# Two-photon amplitude for spectrally shaped femtosecond pulses

## Statement

An atom in state $|g\rangle$ meets a weak pulse with field spectrum $\tilde E(\omega)$ concentrated near $\omega_0/2$, where $\hbar\omega_0=E_f-E_g$ and $|f\rangle$ has the parity of $|g\rangle$. Let $\Omega=\omega-\omega_0/2$, $\Delta_n=\omega_{ng}-\omega_0/2$ and

$$W(\Omega)=\tilde E(\omega_0/2+\Omega)\,\tilde E(\omega_0/2-\Omega).$$

After the pulse the second-order amplitude of $|f\rangle$ is

$$a_f=\frac{1}{\hbar^2}\sum_n\mu_{fn}\mu_{ng}\left[-\frac12W(\Delta_n)+\frac{i}{2\pi}\,\mathrm P\!\!\int\frac{W(\Omega)}{\Delta_n-\Omega}\,d\Omega\right].\tag{1}$$

**(a)** If every $|\Delta_n|$ is much larger than the bandwidth $\sigma$,

$$a_f\simeq\frac{i}{2\pi\hbar^2}\sum_n\frac{\mu_{fn}\mu_{ng}}{\Delta_n}\;S,\qquad S=\int W(\Omega)\,d\Omega,\tag{2}$$

each term carrying a relative correction of order $\sigma^2/\Delta_n^2$.

**(b)** For a fixed amplitude spectrum, $|S|$ is largest for flat phase, and equally large for any phase that is a constant plus a function antisymmetric about $\omega_0/2$. An antisymmetric phase leaves (1) itself unchanged.

**(c)** A $\pi$ step at $\omega_0/2\pm\delta_0$ makes $S=0$; for a Gaussian spectrum $\delta_0=0.4769\,\sigma$.

**(d)** A level inside the spectrum contributes both terms of (1). The modulus of its on-shell term does not depend on the spectral phase. Its principal-value term vanishes if $\Delta_n=0$; otherwise shaping can raise it, and $|a_f|$ with it, above the transform-limited value.

## Premises and conventions

1. $H=H_0-\mu E(t)$, with $H_0|n\rangle=E_n|n\rangle$ discrete, $\omega_{mn}=(E_m-E_n)/\hbar$, $\mu$ the dipole component along the linear polarisation $z$ (C m), and $E(t)$ a real classical field (V m$^{-1}$) in the dipole approximation.
2. $\tilde E(\omega)=\int E(t)e^{i\omega t}dt$ and $E(t)=\int\tilde E(\omega)e^{-i\omega t}d\omega/2\pi$. For $\omega>0$, $\tilde E(\omega_0/2+\Omega)=A(\Omega)e^{i\Phi(\Omega)}$ with $A\ge0$. Flat phase, $\Phi=0$, is the transform-limited (TL) pulse.
3. The spectrum is negligible unless $|\omega|$ lies within a few $\sigma\ll\omega_0$ of $\omega_0/2$.
4. Parity is good, so $\mu_{fg}=\mu_{gg}=\mu_{ff}=0$.
5. The field is weak enough for the lowest order, and the pulse is short against all lifetimes.

## Proof of (1)

Write $|\psi\rangle=\sum_na_n(t)e^{-iE_nt/\hbar}|n\rangle$. The Schrödinger equation becomes

$$\dot a_m=\frac{i}{\hbar}E(t)\sum_n\mu_{mn}e^{i\omega_{mn}t}a_n,\qquad a_n(-\infty)=\delta_{ng}.$$

The first iteration is proportional to $\mu_{fg}=0$. The second gives, with $(i/\hbar)^2=-1/\hbar^2$,

$$a_f=-\frac1{\hbar^2}\sum_n\mu_{fn}\mu_{ng}\int_{-\infty}^{\infty}\!dt_1\int_{-\infty}^{t_1}\!dt_2\,E(t_1)E(t_2)\,e^{i\omega_{fn}t_1+i\omega_{ng}t_2}.$$

Put $t_2=t_1-\tau$ with $\tau\ge0$. Since $\omega_{fn}+\omega_{ng}=\omega_0$, the phase is $\omega_0t_1-\omega_{ng}\tau$. Insert the Fourier integral for $E(t_1-\tau)$, which brings $e^{-i\omega t_1}e^{i\omega\tau}$, and a factor $e^{-\eta\tau}$. This factor makes the $\tau$ integral converge before the $\omega$ integral is done. Physically $\eta=\Gamma_n/2$, the decay rate of the amplitude in level $n$, and premise 5 allows $\eta\to0^+$. The two time integrals separate:

$$\int_0^\infty e^{-i(\omega_{ng}-\omega)\tau-\eta\tau}d\tau=\frac{-i}{\omega_{ng}-\omega-i\eta},\qquad\int E(t_1)e^{i(\omega_0-\omega)t_1}dt_1=\tilde E(\omega_0-\omega).$$

With $\omega=\omega_0/2+\Omega$,

$$a_f=\frac{i}{2\pi\hbar^2}\sum_n\mu_{fn}\mu_{ng}\int\frac{W(\Omega)}{\Delta_n-\Omega-i\eta}\,d\Omega.\tag{3}$$

Now $1/(y-i\eta)=y/(y^2+\eta^2)+i\eta/(y^2+\eta^2)$, and the two parts tend to $\mathrm P(1/y)$ and $i\pi\delta(y)$. The delta part yields $(i/2\pi)(i\pi)W(\Delta_n)=-W(\Delta_n)/2$, which proves (1). No rotating-wave approximation was made: for $\omega\approx-\omega_0/2$ the partner frequency is $3\omega_0/2$, where premise 3 leaves no light, so only $|\Omega|\lesssim\sigma$ contributes.

The on-shell term $W(\Delta_n)=\tilde E(\omega_{ng})\tilde E(\omega_{fn})$ uses only the two atomic line frequencies. The principal-value term uses all pairs whose frequencies add to $\omega_0$.

## Proof of (a)

$W$ is even by construction, so the kernel may be replaced by its even part:

$$\mathrm P\!\!\int\frac{W}{\Delta_n-\Omega}\,d\Omega=\mathrm P\!\!\int W\,\frac{\Delta_n}{\Delta_n^2-\Omega^2}\,d\Omega.\tag{4}$$

For $|\Delta_n|\gg\sigma$, $W(\Delta_n)$ is negligible and the kernel is $\Delta_n^{-1}(1+\Omega^2/\Delta_n^2+\dots)$ wherever $W$ matters. The leading term gives (2); the correction linear in $\Omega/\Delta_n$ is absent. By the convolution theorem $S=2\pi\int E(t)^2e^{i\omega_0t}dt$: the atom samples the spectrum of the squared field at the single frequency $\omega_0$.

## Proof of (b)

In polar form

$$W=W_0(\Omega)\,e^{i[\Phi(\Omega)+\Phi(-\Omega)]},\qquad W_0=A(\Omega)A(-\Omega)\ge0.$$

The triangle inequality gives $|S|\le\int W_0\,d\Omega\equiv S_0$, with equality if and only if $\Phi(\Omega)+\Phi(-\Omega)$ is constant modulo $2\pi$ wherever $W_0\neq0$. This holds for flat phase and for a constant plus any function with $\Phi(-\Omega)=-\Phi(\Omega)$. An antisymmetric phase leaves $W$ unchanged point by point, so (1) is unchanged with or without resonances, although a cubic or sinusoidal phase of this kind lengthens the pulse and lowers its peak intensity. The symmetry centre is the atomic frequency $\omega_0/2$, not the centre of the laser spectrum.

A symmetric phase does act. Take a Gaussian amplitude centred at $\omega_0/2+d$,

$$A=A_0e^{-(\Omega-d)^2/2\sigma^2},\qquad W_0=A_0^2e^{-d^2/\sigma^2}e^{-\Omega^2/\sigma^2},$$

so that the detuning $d$ only rescales $W_0$. A chirp $\Phi=\phi_2\Omega^2/2$ gives $\int e^{-\Omega^2(1/\sigma^2-i\phi_2)}d\Omega$, hence $|S/S_0|^2=(1+\phi_2^2\sigma^4)^{-1/2}$, which decreases but never vanishes.

## Proof of (c)

Let $\Phi=\pi\,\theta(\Omega-\delta)$, with $\theta$ the unit step. For $\delta>0$ the sum $\Phi(\Omega)+\Phi(-\Omega)$ is $0$ for $|\Omega|<\delta$ and $\pi$ outside. For $\delta<0$ it is $2\pi$ for $|\Omega|<|\delta|$ and $\pi$ outside. In both cases $W=sW_0$ with $s=+1$ for $|\Omega|<|\delta|$ and $s=-1$ otherwise, and

$$S(\delta)=2\int_{-|\delta|}^{|\delta|}W_0\,d\Omega-S_0.$$

$S$ rises continuously and monotonically from $-S_0$ at $\delta=0$ to $+S_0$ for a step outside the spectrum, so it crosses zero where the inner interval holds half the weight of $W_0$. At $\delta=0$ the step is an antisymmetric phase plus the constant $\pi/2$, and the full TL probability returns. For the Gaussian,

$$S/S_0=2\,\mathrm{erf}(|\delta|/\sigma)-1,$$

which vanishes at $\mathrm{erf}(\delta_0/\sigma)=1/2$, $\delta_0=0.4769\,\sigma$. Such a pulse has the energy and power spectrum of the TL pulse and is dark within approximation (2).

## Proof of (d)

For one resonant level with detuning $\Delta$, $|W(\Delta)|=W_0(\Delta)$ for any $\Phi$ continuous at $\pm\Delta$. By (4) the principal-value term is zero for $\Delta=0$, whatever the shaping. For $\Delta\neq0$ the kernel $\Delta/(\Delta^2-\Omega^2)$ changes sign at $|\Omega|=|\Delta|$, so under flat phase the inner and outer pairs partly cancel, and flat phase no longer saturates the triangle inequality. For the TL Gaussian with $d=0$ and $x=\Delta/\sigma$,

$$\int\frac{W_0\,d\Omega}{\Delta-\Omega-i0}=A_0^2\left[2\sqrt\pi D(x)+i\pi e^{-x^2}\right],\qquad D(x)=e^{-x^2}\!\int_0^xe^{t^2}dt.\tag{5}$$

This follows by going back through the $\tau$ integral: the left side is $iA_0^2\sqrt\pi\int_0^\infty e^{-v^2/4-ixv}dv$ with $v=\sigma\tau$, whose cosine part is $\sqrt\pi e^{-x^2}$ and whose sine part is $2D(x)$, as both sides of that last equality solve $y'+2xy=2$ with $y(0)=0$. For large $|x|$, $D\simeq(1+1/2x^2)/2x$, since $\langle\Omega^2\rangle=\sigma^2/2$ in (4).

A $\pi$ step gives $\mathrm P\!\int sW_0/(\Delta-\Omega)=2I(\delta)-I(\infty)$, where adding and subtracting $W_0(\Delta)$ yields

$$I(\delta)=\mathrm P\!\!\int_{-|\delta|}^{|\delta|}\!\frac{W_0\,d\Omega}{\Delta-\Omega}=W_0(\Delta)\ln\left|\frac{|\delta|+\Delta}{|\delta|-\Delta}\right|+\int_{-|\delta|}^{|\delta|}\!\frac{W_0(\Omega)-W_0(\Delta)}{\Delta-\Omega}\,d\Omega.$$

The last integral is finite, while the logarithm grows without bound as $|\delta|\to|\Delta|$. The amplitude therefore exceeds its TL value for a step close enough to either line frequency. The growth is cut off: with finite $\eta$ in (3) and $\delta=\Delta>0$ the logarithm becomes $\ln[(2\Delta-i\eta)/(-i\eta)]\simeq\ln(2\Delta/\eta)+i\pi/2$, and in practice the spectral resolution of the shaper replaces $\eta$. Blocking all $|\Omega|>|\Delta|$ likewise removes the cancelling part, at the cost of pulse energy. For real $W$ the two terms of (1) are in quadrature, so a $\pi$ step that nulls the principal-value term leaves the on-shell term and the pulse is not fully dark.

## Range of validity

- **Weak field.** $|a_f|^2\ll1$, and the first-order population $|\mu_{ng}\tilde E(\omega_{ng})/\hbar|^2$ left in a resonant level must be small. Light shifts must accumulate little phase. A near level shifts $|g\rangle$ by $\mu_{ng}^2E_0^2/4\hbar^2|\Delta_n|$ in angular frequency at field amplitude $E_0$, and this times the duration must be much less than 1. Otherwise $\omega_0$ moves during the pulse and the symmetry about $\omega_0/2$ is lost. Ionisation of $|f\rangle$ by a third photon is of higher order.
- **Sharp final state.** The width of $\omega_0$ (natural, Doppler, hyperfine) must be small against the finest spectral feature of $\Phi$. For a broad band of final states $|a_f|^2$ must be averaged over $\omega_0$; no phase is antisymmetric about all centres, and the dark points fill in.
- **Short pulse.** An ideal step gives temporal tails falling as $1/|t|$. They end at the inverse shaper resolution, which must be short against the lifetimes.
- **Equation (2)** needs $\sigma^2\ll\Delta_n^2$ and negligible $W_0(\Delta_n)$; otherwise (1) applies.

## Illustration: Cs $6s\to8s$ with a $\pi$ step

Approximate level wavenumbers above $6s_{1/2}$, taken as inputs: $6p_{1/2}$ at $1.1178\times10^6$, $6p_{3/2}$ at $1.1732\times10^6$ and $8s_{1/2}$ at $2.4317\times10^6$ m$^{-1}$. Then $\omega_0/2$ corresponds to $\lambda=822.5$ nm, $\Delta_{3/2}=-80.3\times10^{12}$ and $\Delta_{1/2}=-184.7\times10^{12}$ rad s$^{-1}$. The $6p_{3/2}$ on-shell pair lies at 852.4 and 794.6 nm. The ground hyperfine splitting, about 9 GHz, is negligible against terahertz bandwidths.

The model keeps the two $6p$ levels. The operator $z$ takes $|s,\uparrow\rangle$ to $|p,m_l=0,\uparrow\rangle$, whose squared Clebsch–Gordan projections are $c_{3/2}=2/3$ and $c_{1/2}=1/3$. With radial integrals taken independent of $j$, these are the weights of $\mu_{fn}\mu_{ng}$. The TL pulse has the envelope $e^{-2\ln2\,t^2/T^2}$, with intensity full width at half maximum $T$; its transform gives $\sigma=2\sqrt{\ln2}/T$. With $x_j=\Delta_j/\sigma$, $u=|\delta|/\sigma<|x_{3/2}|$ and $t=\Omega/\sigma$, equations (3) and (5) give $|a_f|^2\propto R(u)^2+Q^2$, where

$$R(u)=\sum_jc_j\left[2\int_{-u}^u\frac{e^{-t^2}dt}{x_j-t}-2\sqrt\pi D(x_j)\right],\qquad Q=\pi\sum_jc_je^{-x_j^2}.$$

The TL pulse has $R_{\rm TL}=2\sqrt\pi\sum_jc_jD(x_j)$, and approximation (2) has $R_{\rm NR}=\sqrt\pi\sum_jc_j/x_j$.

| quantity | $T=100$ fs | $T=30$ fs |
|---|---|---|
| $\sigma$ ($10^{12}$ rad s$^{-1}$) | 16.65 | 55.50 |
| $x_{3/2}$ | $-4.82$ | $-1.45$ |
| $x_{1/2}$ | $-11.09$ | $-3.33$ |
| $R_{\rm TL}/R_{\rm NR}$ | 1.020 | 1.24 |
| $Q/\lvert R_{\rm TL}\rvert$ | $5\times10^{-10}$ | 0.21 |
| $\delta_0/2\pi$ from (2) (THz) | 1.26 | 4.21 |
| root $u$ of $R$ | 0.486 | 0.59 |
| its $\lvert\delta\rvert/2\pi$ (THz) | 1.29 | 5.2 |

At 100 fs the non-resonant formula holds to the two per cent shown by $R_{\rm TL}/R_{\rm NR}$. The model's dark steps lie at $\pm1.29$ THz, or $\lambda^2|\delta|/2\pi c=2.9$ nm to either side of 822.5 nm. The entry for $Q$ is only formal: with a typical $6p$ lifetime of 30 ns the neglected ratio $\eta/|\Delta_{3/2}|$ is $2\times10^{-7}$, and both are negligible.

At 30 fs the $6p_{3/2}$ line lies in the wing of the spectrum and (2) is only a rough guide. The model's minimum moves out to 5.2 THz and retains $Q^2/(R_{\rm TL}^2+Q^2)=0.04$ of the TL probability. A step at $u=1.40$, which is 0.42 THz inside the line, gives 1.25 times the TL probability, an instance of (d).

The largest omitted term is the $7p$ doublet. Each $z$ element is the reduced element divided by $\sqrt6$ up to sign. Approximate reduced elements in units of $ea_0=8.478\times10^{-30}$ C m, for the lower and upper step, are 4.5 and 1.0 ($6p_{1/2}$), 6.3 and 1.5 ($6p_{3/2}$), 0.28 and 9.3 ($7p_{1/2}$, near $2.1765\times10^6$ m$^{-1}$), 0.57 and 14 ($7p_{3/2}$, near $2.1946\times10^6$ m$^{-1}$). In (2) the $7p$ sum is then at most 0.04 of the $6p$ sum in modulus. It acts as a flat background and can move the 30 fs ratios by one or two units in the last figure. For the field limit, $\mu=2.6\,ea_0$ on $6s$–$6p_{3/2}$ makes the light-shift phase unity at $E_0^2=4\hbar^2|\Delta_{3/2}|/\mu^2T$, that is at $c\varepsilon_0E_0^2/2\approx1\times10^{14}$ W m$^{-2}$ for 100 fs; the peak intensity must stay well below this.

All these numbers belong to the model of a Gaussian spectrum and an ideal step. The dark position at 100 fs is set almost wholly by the half-weight point of $W_0$ and follows the actual spectral shape. The 30 fs residual scales as $W_0(\Delta_{3/2})^2$, the product of the spectral intensities at 852.4 and 794.6 nm; a laser spectrum whose wings fall faster than a Gaussian gives a darker minimum and a weaker resonant enhancement.